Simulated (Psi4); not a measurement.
# How methods differ on AlH3O3 (SMILES [OH][Al]([OH])[OH])

AlH3O3: 7 atoms, total charge 0, spin state singlet. As SMILES, `[OH][Al]([OH])[OH]`. Geometry: optimised at PBE0/def2-TZVP.

Each level gives the HOMO–LUMO gap (eV). The values are calculated.

```
                                 level                    kind  program  value (eV)  CPU time
   PBE-D4/def2-TZVPP (density fitting)                     GGA     Psi4        6.00      63 s
r2SCAN-D4/def2-TZVPP (density fitting)                meta-GGA     Psi4        6.93   3.9 min
 B3LYP-D4/def2-TZVPP (density fitting)           global hybrid     Psi4        7.96      64 s
  PBE0-D4/def2-TZVPP (density fitting)           global hybrid     Psi4        8.59      67 s
  wB97M-V/def2-TZVPP (density fitting)  range-separated hybrid     Psi4       12.69   3.9 min
```

The values span 6.00 to 12.69 eV. Orbital gaps aren't excitation energies; they tend to grow with the share of exact exchange. Times are those of the runs behind each value, whatever else they computed, on shared processors of several kinds: orders of magnitude only.

All five functionals give molecular Al(OH)3 a wide gap, but its size depends heavily on the functional: the step from PBE0 (8.59 eV) to wB97M-V (12.69 eV) exceeds the whole spread among the other four. The rise from PBE to r2SCAN involves no exact exchange, so its share alone doesn't account for the full ordering; the large last step probably reflects wB97M-V's full exact exchange at long range.

The wide gap itself fits the strongly polar Al–O bonding. The highest occupied levels should be mainly oxygen 2p lone pairs, held low by oxygen's electronegativity, while the lowest empty level probably has substantial aluminium 3p character, raised by π donation from the hydroxyl groups. A wide gap here doesn't mean chemical inertness: three-coordinate aluminium is electron-deficient and readily accepts a further donor or forms hydroxide bridges. Because the basis lacks diffuse functions, these values alone can't establish whether the empty level describes a bound electron-attached state.
